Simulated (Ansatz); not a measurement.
# Ligand exchange: C2H4FI + GeH3I → C2H3FI2 + GeH4

Species: C2H4FI `CC(F)I`, singlet; GeH3I `[GeH3][I]`, singlet; C2H3FI2 `FC(I)CI`, singlet; GeH4 (germane) `[GeH4]`, singlet. The partners trade H for I: C–H and Ge–I bonds give way to C–I and Ge–H.

Shapes, held fixed at every level: PBE0-D4/def2-TZVP. Flexible molecules stand in one conformer, not always the lowest. Programs: Ansatz 0.2.0. The zero-point and thermal change to 298 K, harmonic and unscaled (PBE0-D4/def2-TZVP), is -8.8 kJ/mol.

```tsv
level	kind	ΔH(298 K) (kJ/mol)	less CCSD(T)/def2-TZVPP
HF/def2-SVP	Hartree–Fock	+146.0	+30.0
wB97M-V/def2-TZVPP	range-separated hybrid	+124.0	+8.0
wB97X-V/def2-TZVPP	range-separated hybrid	+124.2	+8.2
B2PLYP/def2-TZVPP	double hybrid	+122.8	+6.8
MP2/def2-SVP	perturbation theory	+125.6	+9.6
CCSD(T)/def2-SVP	coupled cluster or CI	+122.8	+6.8
CCSD/def2-SVP	coupled cluster or CI	+126.7	+10.7
CCSD(T)/def2-TZVPP	coupled cluster or CI	+116.0	0.0
```

The highest level, CCSD(T)/def2-TZVPP, gives ΔH(298 K) = +116.0 kJ/mol; the levels span +116.0 to +146.0. The column of differences is taken from that level and isn't an error. No measured value is set beside it here. For atoms past krypton def2 sets carry core potentials with scalar relativity. Relativity is left out for Ge. Outer-core shells of Ge, I are correlated in most correlated rows, in sets that cover them unevenly. CCSD(T)/def2-TZVPP lies outside the range of all other levels here, so it shouldn't be taken on trust.

The exchange is strongly endothermic at every level, so iodine belongs on germanium and hydrogen on carbon. The main reason is the bond strengths: C–H is much stronger than Ge–H, while Ge–I keeps much of its strength through the polarity of a bond to the more electropositive germanium. The C–I bond gains little from polarity, and iodine's diffuse 5p orbital overlaps poorly with carbon's compact valence hybrid. Run in reverse, this is the familiar reduction of alkyl iodides by germanium hydrides.

Within def2-SVP, correlation favours the products, taking the enthalpy from +146.0 kJ/mol in Hartree–Fock to +122.8 with CCSD(T). Dispersion between the two iodines on neighbouring carbons probably contributes, alongside the correlation energy of the exchanged bonds. MP2 and CCSD already recover most of this shift, which suggests that no strong multireference character is involved. With equal numbers of gas molecules on both sides, entropy is unlikely to overturn the preference at room temperature, though the enthalpies say nothing about the barrier in either direction.
